## Idempotency bound, free valence, and resonance integrals of naphthalene from bond orders

**Conventions.** Real orthonormal $2p_z$ orbitals, $P_{rs}=\sum_j n_jc_{jr}c_{js}$ with $0\le n_j\le2$, $q_r=P_{rr}$, $p_{rs}=P_{rs}$. All Coulomb integrals equal $\alpha_C$, and levels are $\alpha_C+x\beta$ with $\beta<0$. C1 is an α position, C2 a β position, C9 (bonded to C1, C8) and C10 are bridgeheads.

### Theorem

$$\sum_{s\ne r}p_{rs}^2\le q_r(2-q_r)\le1,$$

the first being an equality for closed shells. For $d$ neighbours, $N_r=\sum_{s\sim r}p_{rs}\le\sqrt d$. Since $d\le3$ for sp² carbon, the free valence $F_r=\sqrt3-N_r$ is non-negative, and $F_r\ge\sqrt3-\sqrt2=0.318$ when $d=2$.

### Problem

The model has resonance integrals $a\beta$ (bonds like 1–2), $c\beta$ (like 1–9) and $\beta$ (2–3, 6–7, 9–10), with $a,c>0$ unknown. The data were made for the exercise from this model and rounded to $\pm0.0005$:

| $p_{12}$ | $p_{19}$ | $p_{23}$ |
|---|---|---|
| 0.756 | 0.531 | 0.565 |

### Solution

**Screening.** $F_\alpha=\sqrt3-p_{12}-p_{19}=0.445$ and $F_\beta=\sqrt3-p_{12}-p_{23}=0.411$, each $\pm0.001$, obey the bound. The molecule is a neutral closed-shell alternant, so $q_r=1$, and the weight $D_r=\sum p_{rs}^2$ over non-neighbours is 1 minus the squares of the two bonded orders $p,p'$: $D_\alpha=0.147$, $D_\beta=0.109$. From $N^2=2(1-D)-(p-p')^2$, with $(p-p')^2=0.051$ (α) and $0.036$ (β), both terms favour $F_\alpha>F_\beta$.

**Forward map.** With $A=\sqrt{1+4a^2}$, $B=\sqrt{1+4a^2+8c^2}$, $w^2=a^2+2c^2$,

$$p_{12}=\frac aA+\frac aB,\qquad p_{19}=\frac{2c}{B},\qquad p_{23}=\frac12\left[\frac1A+\frac{2c^2+a^2/B}{w^2}\right].$$

**Inversion.**

$$s=\sqrt{1-2p_{19}^2}=0.660,\quad u=\frac{p_{12}}{1+s}=0.4553,\quad A=\frac{1}{\sqrt{1-4u^2}}=2.420,$$

$$a=uA=1.102,\qquad c=\frac{p_{19}A}{2s}=0.973 .$$

**Uniqueness.** Each step is single-valued, so one positive solution exists if and only if $0<p_{19}<1/\sqrt2$ and $0<u<1/2$. The upper limit on $p_{19}$ is the theorem applied at C9, where $2p_{19}^2+p_{9,10}^2\le1$.

**Error propagation.** To first order,

$$\delta a=8.5\,\delta p_{12}+6.3\,\delta p_{19},\qquad\delta c=6.3\,\delta p_{12}+8.8\,\delta p_{19},$$

so at worst $a=1.102\pm0.007$, $c=0.973\pm0.008$. The unused datum is predicted as $p_{23}=0.565\pm0.001$, a consistency test of the data with the model form. Free valences alone are poorer data. Rounded to $\pm0.0005$ they would fix $c$ only to $\pm0.022$. Moreover $\det\partial(F_\alpha,F_\beta)/\partial(a,c)$ is $+0.0035$ here and $-0.0012$ at $a=c=1$ (where $F_\alpha=0.453$, $F_\beta=0.404$). A smooth one-to-one map of a connected plane region cannot reverse its orientation, so that map folds between the two points. All numbers are the model's, and bond orders fix only ratios of integrals, never $\beta$ itself.

### Proofs

**Bound.** $2P-P^2$ has eigenvalues $n_j(2-n_j)\ge0$, so its diagonal element $2q_r-q_r^2-\sum_{s\ne r}p_{rs}^2$ is non-negative. It vanishes when all $n_j\in\{0,2\}$. Also $q_r(2-q_r)=1-(1-q_r)^2$. Cauchy–Schwarz gives $N_r^2\le d\sum_{s\sim r}p_{rs}^2\le d$. The central carbon of trimethylenemethane attains $\sqrt3$: its singly occupied orbitals vanish there, and the bonding one gives $p=2\cdot\frac{1}{\sqrt2}\cdot\frac{1}{\sqrt6}=\frac{1}{\sqrt3}$ per bond.

**Forward map.** Two mirror planes split the matrix into blocks on atoms (1,2) and (9,1,2):

$$\begin{pmatrix}0&a\\a&\pm1\end{pmatrix},\qquad\begin{pmatrix}\pm1&\sqrt2c&0\\\sqrt2c&0&a\\0&a&\pm1\end{pmatrix}.$$

The roots are $(\pm1\pm A)/2$, $(\pm1\pm B)/2$ (independent signs) and $\pm1$. The five positive ones are doubly filled, so $E_\pi=10\alpha_C+M\beta$ with $M=\sum|x|=2+2A+2B$. By the Hellmann–Feynman theorem each bond contributes $2p_{rs}$ to the derivative of $M$ with respect to its integral. Four bonds share $a$ and four share $c$, so $p_{12}=\frac18\partial_aM$ and $p_{19}=\frac18\partial_cM$.

For $p_{23}$, let $b$ be the integral of bonds 2–3 and 6–7, so $p_{23}=\frac14\partial_bM$ at $b=1$. In each upper-sign block $\partial_b\sum|x|=\sum_j\mathrm{sgn}(x_j)\,c_{j2}^2$, with $c_{j2}$ the block component on atom 2, and the lower-sign block gives the same. The small block gives $1/A$. In the large one the root $x=1$, vector $(a,0,-\sqrt2c)/w$, gives $2c^2/w^2$. The other two roots mix atom 1 with $(\sqrt2c,0,a)/w$ through coupling $w$ and give $a^2/(w^2B)$.

**Inversion.** $B^2=A^2+8c^2=A^2+2p_{19}^2B^2$ gives $s=A/B$. Then $p_{12}=(a/A)(1+s)$, so $u=a/A$, $1-4u^2=1/A^2$, and $c=p_{19}B/2$.